A process engineer has one computed band gap of a silicon carbide crystal, from PBE with the PseudoDojo potential. A colleague will repeat the run with another potential and wants to know beforehand what gap to expect. The problem is to estimate it by hand, and to say when the estimate may be trusted.

Band gaps of SiC (space group P6_3mc, unrelaxed 4-atom cell), computed with ABINIT and the PBE functional, without spin polarisation or spin-orbit coupling. Both gaps are taken on a 10×10×5 k mesh, with Fermi-Dirac smearing of 0.05 eV; the basis column gives the plane-wave cutoff.

```
                          potentials    basis  gap (eV)  direct gap (eV)  gap less the median of the rows (eV)
                       Ansatz NC PBE  1116 eV   2.47400            4.069                                -0.015
                    SPMS NC PBE v1.0   898 eV   2.48800            4.085                                -0.001
                    JTH PAW PBE v2.0   544 eV   2.48900            4.095                                 0.000
PseudoDojo NC SR PBE v0.4.1 standard  1116 eV   2.48900            4.086                                 0.000
                    SG15 NC PBE v1.2  1116 eV   2.50400            4.085                                 0.015
```

**(a) Starting from the PseudoDojo row alone, estimate the gaps for Ansatz and SG15. Why should such an estimate work?**

*Solution.* The rule is to carry the gap over unchanged:

$$E_\text{new} \approx E_\text{ref},$$

where $E_\text{ref}$ is the gap already computed and $E_\text{new}$ the one sought. Both estimates are therefore 2.489 eV. The computed gaps are 2.474 eV for Ansatz and 2.504 eV for SG15, so the rule misses each by 15 meV, or 0.6 % of the gap.

The reason lies in what a pseudopotential is built to do. It replaces the nucleus and the inner electrons by a smoother object that acts on the valence electrons as the real atom would. Inside the core, different sets look very different; outside, where the bonds form, they should agree. Apart from a constant, what remains is a small difference in how two sets act on the valence electrons. Written as an effective operator $\delta V$, constant included, it changes the gap to a first approximation by

$$\delta E \approx \langle c|\delta V|c\rangle - \langle v|\delta V|v\rangle .$$

Here $c$ is the lowest empty state and $v$ the highest filled one. Any part of $\delta V$ that moves both states equally drops out. That part can be large: in the same calculations the valence top of SG15 lies about 3 eV above that of PseudoDojo, because the zero of energy in a periodic crystal depends on the potential. Gaps can thus be carried from one potential to another, but absolute band energies can't.

**(b) Suppose the new potential's lowest empty level at the zone centre is also known. Does it improve the estimate?**

*Solution.* If $\delta V$ moved every empty state by the same amount relative to the valence top, the shift $\Delta$ of that one level would correct the gap:

$$E_\text{new} \approx E_\text{ref} + \Delta .$$

For Ansatz, $\Delta$ is −14 meV. The estimate becomes 2.489 − 0.014 = 2.475 eV, within 1 meV of the computed gap. For SG15, $\Delta$ is +29 meV, and the estimate of 2.518 eV is now 14 meV too high instead of 15 meV too low.

The difference between the two rows is instructive. In Ansatz the empty levels examined move down almost together. In SG15 the zone-centre level rises about twice as far as the gap does. Theory offers a reason: empty states at different points of the band structure have different shapes and different weights near silicon and carbon, so they sample different parts of $\delta V$. SG15 also lacks a correction for the overlap of core and valence density, which may contribute, though this is untested here.

JTH shows the same effect from the other side. Its gap equals that of PseudoDojo, yet its lowest empty zone-centre level lies 15 meV closer to the valence top. Agreement in the gap is therefore no proof of identical bands.

Over the four rows other than PseudoDojo, the typical miss is about 10 meV with or without the correction. Using the shift of the direct gap instead hardly changes this, as the output printed below shows. The plain rule is the one to keep. PseudoDojo happens to lie mid-range, however; from an outer row the miss can reach the full spread of 30 meV. The misses may also hold errors of the basis, since the cutoffs are working values and no convergence test is shown.

**(c) How far can the estimate be trusted beyond a change of potential?**

*Solution.* The first limit is the k mesh. The lowest empty state of this form of silicon carbide is known to lie at K, a corner of the Brillouin zone. The outputs don't locate it, so it is assumed to stay there in this unrelaxed cell. K sits at thirds of the reciprocal lattice vectors, whereas a 10×10 mesh advances in tenths. If the mesh includes the zone centre, its nearest point is $q = 0.136$ Å⁻¹ away from K.

Near its minimum a band rises like a parabola. With the mass $m$ of a free electron, the energy at the nearest mesh point is too high by

$$\frac{\hbar^2 q^2}{2m} \approx 3.8\ \text{eV Å}^2 \times (0.136\ \text{Å}^{-1})^2 \approx 0.07\ \text{eV}.$$

A lighter band mass would make the error larger, so its order of magnitude is 0.1 eV. That exceeds the whole spread between potentials. It should largely cancel in the comparison between potentials, because all five rows share the mesh, but it would spoil an estimate carried to a mesh that contains K.

The second limit is the level of theory. PBE is known to make semiconductor gaps too small, for this material by roughly an electronvolt, and the five rows share that fault too. The cell is also unrelaxed, with sizeable forces left on its atoms, and a change of geometry can move the gap. The 10 meV accuracy therefore describes how well the PseudoDojo gap stands in for those of the other four potentials in this cell, on this mesh and with this functional. It is not the accuracy of the gap of a real crystal.

The analysis program printed:

```
Shifts against PseudoDojo in meV:
                                   row  gap  direct gap  first empty zone-centre level  second empty zone-centre level
                         Ansatz NC PBE  -15         -17                            -14                             -14
                      SPMS NC PBE v1.0   -1          -1                             -2                              -4
                      JTH PAW PBE v2.0    0           9                            -15                             -40
  PseudoDojo NC SR PBE v0.4.1 standard    0           0                              0                               0
                      SG15 NC PBE v1.2   15          -1                             29                              35
Predicted gap in eV:
                                   row  unchanged  with zone-centre shift  with direct-gap shift
                         Ansatz NC PBE      2.489                   2.475                  2.472
                      SPMS NC PBE v1.0      2.489                   2.487                  2.488
                      JTH PAW PBE v2.0      2.489                   2.474                  2.498
  PseudoDojo NC SR PBE v0.4.1 standard      2.489                   2.489                  2.489
                      SG15 NC PBE v1.2      2.489                   2.518                  2.488
Prediction less computed gap in meV:
                                   row  unchanged  with zone-centre shift  with direct-gap shift
                         Ansatz NC PBE         15                       1                     -2
                      SPMS NC PBE v1.0          1                      -1             -4.441e-13
                      JTH PAW PBE v2.0          0                     -15                      9
  PseudoDojo NC SR PBE v0.4.1 standard          0                       0                      0
                      SG15 NC PBE v1.2        -15                      14                    -16
rms miss of the unchanged gap, four other rows, meV: 10.62
rms miss with zone-centre shift, four other rows, meV: 10.28
rms miss with direct-gap shift, four other rows, meV: 9.233
largest miss of the unchanged gap, meV: 15
largest miss of the unchanged gap, percent of the gap: 0.6063
full spread of the gaps, meV: 30
spread of the gaps at the 1116 eV cutoff, meV: 30
distance from K to the nearest mesh point, 1/A: 0.1362
order of the mesh error with the free-electron mass, eV: 0.07065
```
